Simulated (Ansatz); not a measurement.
## A series in volume scale on Mg

All results are calculated (Ansatz 0.2.0). Periodic Kohn-Sham DFT of a crystal at fixed atoms, scaled to volume_scale times the given cell; pressure positive in compression, energy less spherical unpolarised free atoms, largest_vzz the field gradient of largest size among the nuclei.

The cell before it is scaled or strained (space group P6_3/mmc, No. 194):
```
Mg
1.0
      3.2093     0.0000     0.0000
     -1.6046     2.7793     0.0000
      0.0000     0.0000     5.2103
Mg
2
Direct
  0.33333 0.66667 0.25000
  0.66667 0.33333 0.75000
```

Settings of every row: method all-electron LAPW; functional PBEsol; relativity scalar; k mesh 12x12x7; filling fermi-dirac; smearing width 0.08 eV; basis error target 0.5 meV/atom; nucleus gaussian.

Atom start moment: 0 on all atoms.

| row | volume scale | V (Å³/atom) | energy less free atoms (eV/atom) | pressure (GPa) |
| --- | --- | --- | --- | --- |
| 1 | 0.94 | 21.843 | -1.7171 | 1.168 |
| 2 | 0.9405 | 21.854 | -1.7172 | 1.145 |
| 3 | 0.96 | 22.307 | -1.7192 | 0.319 |
| 4 | 0.98 | 22.772 | -1.719 | -0.446 |
| 5 | 0.99 | 23.005 | -1.7181 | -0.8 |
| 6 | 1 | 23.237 | -1.7167 | -1.137 |
| 7 | 1.01 | 23.469 | -1.7149 | -1.456 |
| 8 | 1.02 | 23.702 | -1.7125 | -1.759 |
| 9 | 1.04 | 24.166 | ? | ? |
| 10 | 1.06 | 24.631 | -1.6991 | -2.826 |

Question: what energy less free atoms and pressure should row 9 give?

Worked fit of energy less free atoms. Take u = (V_r/V)^(2/3) − 1 with V_r = 23.005 Å³ an atom, which is twice the finite (Eulerian) strain; such expansions in the strain, on which the Birch-Murnaghan equation of state is built, carry the rest volume and the bulk modulus. The shown rows have u = 0.03516, 0.03481, 0.02075, 0.00681, 0, -0.00667, -0.01322, -0.0197, -0.04451. Least squares give energy less free atoms = −1.71811 − 0.1723 × u + 5.721 × u² eV/atom; a straight line predicts inner rows, each left out in turn, worse (root mean square 0.0036 against 3.8e-05 eV/atom). The rows lie off it by 0.0000, 0.0000, 0.0000, 0.0000, 0.0000, 0.0000, -0.0001, 0.0000, 0.0000. Its lowest point lies at u = 0.0151, or V = 22.49 Å³ an atom, and the curvature there gives the bulk modulus at fixed shape and fractions, B = (4/9)(1 + u)² E″(u)/V = 37.3 GPa. Letting shape and atoms relax would as a rule lower it, by much in layered, chain or molecular crystals. The withheld row has u = -0.03229, so the fit gives −1.71811 − 0.1723 × (-0.03229) + 5.721 × (-0.03229)² = -1.7066 eV/atom.

The calculation gave -1.7066 eV/atom. The fit meets it to the printed digit.

Worked fit of pressure. Take u = (V_r/V)^(2/3) − 1 with V_r = 23.005 Å³ an atom, which is twice the finite (Eulerian) strain; such expansions in the strain, on which the Birch-Murnaghan equation of state is built, carry the rest volume and the bulk modulus. The shown rows have u = 0.03516, 0.03481, 0.02075, 0.00681, 0, -0.00667, -0.01322, -0.0197, -0.04451. Least squares give pressure = −0.8005 + 51.328 × u + 131.2 × u² GPa; a straight line predicts inner rows, each left out in turn, worse (root mean square 0.082 against 0.0014 GPa). The rows lie off it by 0.002, 0.000, -0.002, -0.001, 0.000, 0.000, 0.000, 0.002, -0.001. The pressure vanishes at u = 0.0150, or V = 22.5 Å³ an atom, and there the bulk modulus at fixed shape and fractions is B = −V dP/dV = (2/3)(1 + u) dP/du = 37.4 GPa. Letting shape and atoms relax would as a rule lower it, by much in layered, chain or molecular crystals. The withheld row has u = -0.03229, so the fit gives −0.8005 + 51.328 × (-0.03229) + 131.2 × (-0.03229)² = -2.321 GPa.

The calculation gave -2.32 GPa. The fit lies 0.001 GPa (0.025 % of the column's range) below it, one unit of the last digit.
